## How absorption leaves its mark on the real dielectric function

The dielectric function tells how strongly a crystal polarises in the electric field of light, for each photon energy $E$. Its real part $\varepsilon_1$ measures the polarisation in step with the field and, where absorption is weak, equals the square of the refractive index. Its imaginary part $\varepsilon_2$ measures absorption. Here both come from the PBEsol bands: light lifts single electrons from filled to empty states, and the attraction between the electron and the hole it leaves is ignored. The labels xx and zz stand for a field along the short cell edge and along the long one.

Dielectric function of SnSi2Ge (4-atom cell, space group P-4m2, a = 4.073 Å, c = 5.792 Å) for independent particles, without local fields or excitons, calculated with Ansatz 0.2.0 (PBEsol, plane-wave PAW, scalar-relativistic, cutoff 420 eV). The optical k mesh is 14×14×10 and the Gaussian broadening 0.1 eV; the yy components equal xx.

```
photon energy (eV)  dielectric imaginary xx  dielectric imaginary zz  dielectric real xx  dielectric real zz
               0.1                     0.20                     0.02                19.1                19.4
               0.3                     1.38                     1.08                18.8                20.4
               0.5                     1.32                     2.54                18.5                19.3
               0.7                     1.43                     2.21                18.9                18.8
               0.9                     1.60                     1.97                19.5                19.3
               1.1                     1.86                     2.02                20.6                20.4
               1.3                     2.87                     2.44                22.8                22.3
               1.5                     6.75                     4.45                24.1                25.8
               1.7                     8.54                     11.3                23.4                26.9
               1.9                     10.9                     13.8                23.8                22.6
               2.1                     13.8                     14.4                22.5                21.1
               2.3                     15.1                     15.8                22.0                21.8
               2.5                     18.7                     18.9                21.4                20.4
               2.7                     21.2                     20.8                18.9                18.7
               2.9                     21.9                     22.9                17.2                17.6
               3.1                     24.1                     26.0                18.4                16.0
               3.3                     34.8                     30.8                19.9                16.6
               3.5                     43.8                     42.1               -3.18                1.42
               3.7                     28.0                     31.9               -11.5               -10.8
               3.9                     20.6                     21.3               -10.0               -11.9
               4.1                     17.5                     17.3               -8.51               -10.0
               4.3                     16.4                     15.4               -7.78               -8.82
               4.5                     15.0                     13.9               -9.40               -9.30
               4.7                     12.3                     11.8               -10.2               -9.05
               4.9                     10.1                     10.5               -9.63               -9.32
               5.1                     8.29                     8.38               -8.86               -8.83
               5.3                     7.15                     7.39               -8.39               -8.21
               5.5                     5.92                     6.21               -7.55               -7.80
               5.7                     5.32                     5.28               -6.98               -7.32
               5.9                     4.59                     4.38               -6.55               -6.64
               6.1                     3.88                     3.81               -6.08               -6.15
               6.3                     3.28                     3.14               -5.43               -5.45
               6.5                     3.03                     3.00               -4.87               -4.82
               6.7                     2.69                     2.71               -4.41               -4.46
               6.9                     2.56                     2.51               -3.88               -3.98
               7.1                     2.66                     2.54               -3.65               -3.75
               7.3                     2.50                     2.35               -3.65               -3.67
               7.5                     2.19                     2.05               -3.50               -3.43
               7.7                     1.94                     1.90               -3.30               -3.17
               7.9                     1.76                     1.78               -3.01               -3.00
```

### The smooth curve

The simplest picture of an insulator treats its valence electrons as one oscillator with resonance energy $E_0$. Driven below its resonance it follows the field, and the more readily the closer $E$ comes to $E_0$. The real part should therefore climb steadily towards the main absorption peak:

$$\varepsilon_1(E)=1+\frac{E_p^2}{E_0^2-E^2}.$$

Both constants can be had without fitting the curve. The strength $E_p^2$ follows from the density of the outer electrons, four for each atom in a volume of 24.02 Å$^3$. With the Bohr radius of 0.529 Å and the hartree of 27.21 eV,

$$E_p^2=4\pi\cdot\frac{4\times0.529^3}{24.02}\cdot 27.21^2\approx 230\ \text{eV}^2 .$$

The resonance then follows from the static dielectric constant of the same calculation, 18.9 for xx. It comes out at 3.6 eV, close to the strongest printed absorption at 3.5 eV. One oscillator thus catches the overall scale of the response.

It does not catch the shape. For zz the real part reaches 20.4 at 0.3 eV and then sinks to 18.8 at 0.7 eV, where the oscillator gives 20.0. After a new climb, both directions turn downwards at 1.5 to 1.7 eV, far below the main peak. At 2.1 eV the oscillator is already too high by 5.9 for xx.

### Why a real part can fall before the main peak

The two parts of the dielectric function are tied together by the Kramers–Kronig relation, which holds because a crystal cannot respond before the field arrives:

$$\varepsilon_1(E)=1+\frac{2}{\pi}\,\mathcal{P}\!\!\int_0^\infty \frac{E'\,\varepsilon_2(E')}{E'^2-E^2}\,dE' .$$

The symbol $\mathcal{P}$ means that the singular point $E'=E$ is approached evenly from both sides. The denominator carries the physics. Absorption at $E'$ raises the real part at all lower photon energies and lowers it at all higher ones, as an oscillator driven above its resonance moves against the field.

A crystal has many such resonances, and each one that the photon energy passes changes sides. A steep rise in absorption pushes the real part up towards a local maximum; a steep fall pulls it down towards a local minimum. Where the rest of the curve slopes strongly, only a shoulder may be left. The breaks in the smooth climb are the marks of such steps.

### The first break: a weak foot near the gap

The zz absorption is almost nil at 0.1 eV and reaches 2.54 at 0.5 eV. This is small beside the main peak, yet it is enough to bend the real part. Treat the row at 0.5 eV as a slice of absorption 0.2 eV wide, the distance between rows. Its share of the real part at photon energy $E$ (in eV) is

$$\Delta\varepsilon_1=\frac{2}{\pi}\cdot\frac{0.2\times0.5\times2.54}{0.5^2-E^2}=\frac{0.162}{0.25-E^2}.$$

At 0.2 eV this slice adds 0.8; at 0.6 eV it takes away 1.5. Its neighbours at higher energy have not yet been passed and soften the change.

Summing the slices of all rows below 1.2 eV gives the effect of the whole foot. Its share of the zz real part falls from 2.6 at 0.2 eV to 0.7 at 0.6 eV. Everything else together rises over the same interval, from 17.3 to 18.1, as the smooth picture demands. Without the foot there would be no dip here.

The summed curve stays within 0.2 of the mean of the neighbouring rows at these two energies. A constant was added for absorption beyond the table, chosen so that the static value is met. The relation is built into the calculated spectrum, so this agreement is no test of the theory. It shows that the printed rows are close enough together to assign the dip to its source.

The xx direction has its own version of the break. Its absorption rises mainly between 0.1 and 0.3 eV and then stays nearly flat, whereas that of zz goes on rising to 0.5 eV. Accordingly the xx real part is already falling at 0.3 eV, where that of zz has its first maximum. The xx dip is also shallower.

### Why so little absorption matters so much

Up to 8 eV, the foot holds only about 0.4 % of the xx oscillator strength, the quantity that counts how many electrons take part. Yet it supplies about 10 % of the static xx response, meaning the static constant less one. The strength weights absorption by $E'$, while the static response weights it by $1/E'$. A transition at low energy is a soft spring: even a few electrons on it yield a large displacement.

The foot very probably comes from transitions between the few bands nearest the gap, close to the centre of the Brillouin zone, where this calculation finds its smallest direct gap of 0.17 eV. The spectrum is not resolved into pairs of bands, so this origin is inferred from the energy alone. In a tetragonal crystal the highest valence states at the centre are expected to split into some that answer to a field along the long edge and others that answer to a field across it. That could explain why the absorption rises at different energies for xx and zz. Silicon makes a useful contrast. Its direct gap is far wider, so a calculation of this kind should give it no such foot, and its real part is expected to climb undisturbed until much higher photon energies.

This is also where the numbers deserve least trust. PBEsol makes gaps too small, which puts absorption at too low an energy and tends to raise the static constant. Spin–orbit coupling, large in tin and missing here, can shrink or even close so narrow a gap. Moreover, the foot draws on a small region of the Brillouin zone, and no second optical mesh shows how well its height is settled. A crossing of bands between the sampled points could also have been missed. The link between foot and dip is secure, but their position and size in a real crystal are not.

### The second break: an early turnover

The next step is much larger. Between 1.3 and 1.5 eV the xx absorption jumps from 2.87 to 6.75, and the real part has its highest value, 24.1, at the end of this jump. For zz the steepest part of the rise comes one row later, between 1.5 and 1.7 eV, and so does the maximum. The shift by one row in both quantities is what the rule about steps requires.

Beyond this onset two contributions compete. Absorption between 1.2 and 3.0 eV supplies 11.6 of the xx real part at 1.6 eV but only 5.5 at 2.4 eV, since much of it has by then been passed. Absorption from 3.0 to 8 eV still lies ahead, and its share grows from 10.8 to 15.5. The loss outweighs the gain, and the real part sinks although the main peak is drawing nearer. Apart from small bumps, it climbs again only just before the peak, for xx from 17.2 at 2.9 eV to 19.9 at 3.3 eV, as the next steep rise in absorption approaches.

The sum is less exact here than at the first dip. It is too low by 0.4 at 1.6 eV and too high by 0.5 at 2.4 eV, so it recovers only a little more than half of the fall. Slices 0.2 eV wide are probably too coarse for the structure here, and the mean of two rows is itself only a rough value for the point between them. The direction of the change is explained, its full size is not.

### The third break: a second dip after the peak

Past the main peak the real part is negative, because most of the strong absorption now lies at lower energy. A single oscillator would recover steadily towards one. The xx curve does so up to 4.3 eV, then drops again, by 2.4 in all, until 4.7 eV. Its absorption shows a shoulder that ends just there, with the steepest fall in this region between 4.5 and 4.7 eV.

This is the same rule with the sign reversed: a step down in absorption leaves a minimum. For zz the absorption comes down in smaller steps, and the real part shows only two shallow dips, at 4.5 and 4.9 eV. The attraction between electron and hole, absent here, would shift strength among these strong features, so their heights would change in a fuller theory.

### Reading other spectra

Once the static constant is known, the one-oscillator formula gives a fair first guess of the refractive index well below the main peak. At 0.7 eV it overstates the zz real part by about 7 % of the table's value, hence the index by roughly 3 %. It fails once the photon energy has passed well beyond the first strong onset, even if the main peak is still more than 1 eV away. A bump or dip in a real part is thus a reason to look for a step in the absorption at the same energy, and absorption of a given height and width adds more to the static constant the lower it lies.
